**Q:** I took a GaAs cell of about the measured size and had its pressure computed with PBE in several programs. Nobody squeezed the crystal, yet every run reports a pressure of several gigapascals. Is something broken?

Pressure of zinc-blende GaAs (2-atom cell, 22.59 Å³/atom, not relaxed) from DFT with PBE, without spin polarisation or spin-orbit coupling, on an 8×8×8 k mesh with Fermi-Dirac smearing of 0.05 eV. Energies under basis are plane-wave cutoffs; DZ and DZP are atomic-orbital sets. Pressure is positive in compression; Ansatz values omit the Pulay correction.

| program | potentials | basis | pressure (GPa) |
| --- | --- | --- | --- |
| Ansatz | Ansatz PAW | 420 eV | 3.240 |
| Ansatz | Ansatz NC | 1143 eV | 3.350 |
| SIESTA | SG15 1.2, converted to PSML or PseudoDojo by element | DZP | 4.200 |
| GPAW | GPAW PAW data sets (gpaw data 1.2.1) | 600 eV | 4.330 |
| SIESTA | PseudoDojo 0.4 standard, converted to PSML | DZ | 5.390 |

**A:** No. Two rough sizes help here: stretching or shrinking the lattice of GaAs by one per cent in length is worth about 2 GPa, and PBE typically makes such lattices one to two per cent too long. In your cell, PBE atoms therefore sit closer together than PBE would like, and they push outwards. The positive sign records that push, not a load on a real sample.

**Q:** How do I get from a pressure to a length?

**A:** Pressure P is minus the slope of the energy with volume. Let the bulk modulus, the resistance to compression, grow linearly with pressure as B + B′P, and integrate. This is the Murnaghan equation, and it gives the fractional stretch s that would bring the pressure to zero:

s = (1 + B′P/B)^(1/(3B′)) − 1

For GaAs in PBE, which is softer than the real crystal, B is roughly 60 GPa and B′ roughly 4.5; both are recalled values, not adjusted to any row. Take the Ansatz PAW row, with P = 3.24 GPa. Then B′P/B is 0.24, the exponent is 1/13.5, and s comes out at 1.6 %.

**Q:** Does that work for all five rows?

**A:** It accounts for the sign of all five and for the size of most. A lattice one to two per cent too long corresponds to 1.9 to 4.1 GPa. The two Ansatz rows lie inside this range, and SIESTA DZP and GPAW lie just above it, which such a rough stiffness can't judge. SIESTA DZ implies a stretch of 2.5 %, more than the functional should be blamed for. The complete conversion is in the output printed below.

**Q:** But the functional is the same everywhere. Why do the programs disagree by 2 GPa?

**A:** Because each run carries its own error in the energy, and pressure picks out the part of that error which changes with volume. A constant error, however large, has no slope and drops out. The two Ansatz rows show this well: their total energies differ by thousands of electronvolts per cell, since the two kinds of potential count energy from different zeros. Their pressures differ by only 0.11 GPa. So for each row the useful question is which approximation gets worse when the atoms are pushed together or pulled apart.

**Q:** Then start with the worst one. What gets worse in SIESTA DZ?

**A:** Its basis consists of orbitals centred on the atoms, and it is the only row whose atomic orbitals come without polarisation functions. Those functions let the charge around an atom shift towards its neighbours. An atom treated as a sphere doesn't need them; an atom in a tetrahedral bond does, and the need should grow as the bond shortens. The energy would then be too high by an amount that rises on compression, and the crystal would gain by expanding. That acts as an extra outward pressure. It is the likeliest reason for the place of this row, though no pair of runs here tests it alone.

**Q:** Can such an error really be worth 2 GPa?

**A:** It takes surprisingly little. SIESTA DZ lies 2.04 GPa above Ansatz NC, which treats the same number of electrons with plane waves. To produce that excess, the energy error has to fall by only about 6 meV per cell when the volume grows by one per cent. The total energies of the two runs differ by about 1 eV per cell. If their potentials are nearly the same, which is my guess, a change of about half a per cent in that error is enough.

**Q:** So would adding polarisation functions cure it? SIESTA DZP is 1.19 GPa lower.

**A:** The direction is what the argument predicts, but that step isn't a clean test. The potentials change as well, only the DZ run lists a cap on the radius of its orbitals, and the DZP run treats 18 electrons per cell instead of 28, because the 3d shell of arsenic has moved into the frozen core. The fall therefore mixes a better basis with a different description of the atoms. To separate them, one would keep the potentials and the radius cap of the DZ run and add only the polarisation functions.

**Q:** Does an incomplete basis always push the pressure up?

**A:** No, and plane waves show why. They belong to the cell, not to the atoms. If the cell expands while the number of waves stays fixed, each wave gets longer and fine detail is lost, so the energy error grows with volume and the pressure comes out too low. The correction for this, called the Pulay term, is left out of the tabulated Ansatz pressures, but it amounts to less than 2 % of the spread between the rows.

**Q:** GPAW uses plane waves too. Why is it 1.09 GPa above Ansatz PAW?

**A:** The leading suspect is the frozen core. GPAW treats 8 electrons per cell here and Ansatz 28; the difference is the 3d shells of gallium and arsenic. A frozen shell keeps the shape it had in the free atom, although its surroundings in the crystal would have it adjust. If that lost adjustment matters more at short distances, it adds outward pressure just as a stiff basis does. The sign isn't guaranteed, because the overlap of a core with its neighbours is also approximated, and a GPAW run with the 3d electrons set free would be the direct test.

**Q:** GPAW and SIESTA DZP agree within 0.13 GPa. Doesn't that make them the safe choice?

**A:** Not by itself. Two runs can agree because both are accurate, or because different errors happen to add up to similar pressures. These two differ in basis, potentials and frozen shells, and none of these is tested separately here, so the second case can't be ruled out. Nor does the number of electrons alone rank the rows: SIESTA DZ treats as many as Ansatz and still gives the highest pressure. Treating more electrons can't make up for a basis that is too stiff for the bonds, which is the likely fault of that row.

**Q:** Could I use the band gap as a quick check of the settings?

**A:** Not for pressure. The gap of SIESTA DZ is within 0.03 eV of both Ansatz gaps, although its pressure is about 2 GPa higher. The gap compares two levels at one volume, whereas pressure asks how the total energy changes between volumes.

**Q:** We grow layers on GaAs wafers. Does any of this reach my process?

**A:** It does as soon as you compute lattice mismatch. From the lowest to the highest row, the implied lattice length changes by about 0.9 % of the cell edge. A real mismatch of that size helps decide whether a layer stays strained or relaxes by forming dislocations. If the layer is computed with one set of potentials and basis and the wafer with another, the settings alone can create a mismatch as large as the one you want to design. Treat both alike, and check that the mismatch holds when the basis is enlarged and the 3d shells are freed.

Numerical output:

```
Rows with valence, gap and implied lattice stretch:
     row  pressure_GPa  valence_electrons  gap_eV  stretch_percent
  Ansatz          3.24                 28  0.5156            1.624
  Ansatz          3.35                 28  0.5137            1.674
  SIESTA           4.2                 18   0.376            2.049
    GPAW          4.33                  8  0.5866            2.105
  SIESTA          5.39                 28   0.538            2.547
Pressure expected if PBE lattice is 1 percent too long, GPa: 1.917
Pressure expected if PBE lattice is 2 percent too long, GPa: 4.086
Spread of pressure over all rows, GPa: 2.15
Spread of implied lattice stretch, percentage points: 0.9224
Ansatz NC less Ansatz PAW, pressure, GPa: 0.11
Ansatz NC less Ansatz PAW, total energy, eV per cell: 3672
SIESTA DZP less Ansatz NC, GPa: 0.85
GPAW less Ansatz PAW, GPa: 1.09
GPAW less SIESTA DZP, GPa: 0.13
SIESTA DZ less SIESTA DZP, GPa: 1.19
SIESTA DZ less Ansatz NC, pressure, GPa: 2.04
SIESTA DZ less Ansatz NC, total energy, eV per cell: 1.027
Fall of the energy difference for 1 percent more volume that this excess pressure means, meV per cell: 5.753
Larger Pulay term (Ansatz PAW) as share of the spread, percent: 1.594
Smaller Pulay term (Ansatz NC) as share of the spread, percent: 0.4712
```
